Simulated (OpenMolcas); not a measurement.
**CH4AlIn (SMILES [CH2]1[AlH][InH]1): the electronic atomisation energy, rung by rung**

The species is CH4AlIn (7 atoms), meant as a singlet with charge 0. As SMILES, `[CH2]1[AlH][InH]1`. The shape is that of a PBE0-D4/def2-TZVP optimisation.

Quantity: the electronic atomisation energy, in eV. The values are calculated. Electronic energies at fixed atoms, without zero-point motion or spin-orbit coupling.

| level | kind | program | value (eV) | CPU time (all runs) |
| --- | --- | --- | --- | --- |
| PBE/def2-SVPD (core potential) | GGA | OpenMolcas | 19.01 | 50 s |
| revPBE/def2-SVPD (core potential) | GGA | OpenMolcas | 18.33 | 50 s |
| M06-L/def2-SVPD (core potential) | meta-GGA | OpenMolcas | 19.20 | 74 s |
| TPSS/def2-SVPD (core potential) | meta-GGA | OpenMolcas | 19.30 | 64 s |
| B3LYP/def2-SVPD (core potential) | global hybrid | OpenMolcas | 18.54 | 49 s |
| BHLYP/def2-SVPD (core potential) | global hybrid | OpenMolcas | 18.12 | 45 s |
| M06-2X/def2-SVPD (core potential) | hybrid meta-GGA | OpenMolcas | 18.64 | 60 s |
| PBE0/def2-SVPD (core potential) | global hybrid | OpenMolcas | 18.77 | 44 s |

The values span 18.12 to 19.30 eV. CPU times are rough (shared hosts, several kinds of processor): they show what a rung costs within a factor of a few.

Every functional places the ring well below its separated atoms, with atomisation energies from 18.12 eV (BHLYP) to 19.30 eV (TPSS). Much of this binding must come from the C–H bonds, where compact orbitals overlap well. The polar Al–C bond should also contribute substantially, whereas bonds to indium are generally weaker because its valence orbitals are more diffuse and its s electrons less readily engaged.

Both meta-GGAs lie above all the hybrids, and PBE0 falls below PBE, probably because exact exchange removes part of the semilocal exchange that mimics left-right correlation in bonds. The share of exact exchange does not settle the order alone, however: revPBE, which has none, gives 18.33 eV, below every hybrid except BHLYP. The semilocal part of the functional therefore matters as well.

A large atomisation energy does not establish that this strained ring would persist, since opening of the Al–In bond or rearrangement to a hydrogen-bridged or indium(I) isomer is governed by energy differences and barriers not examined here.
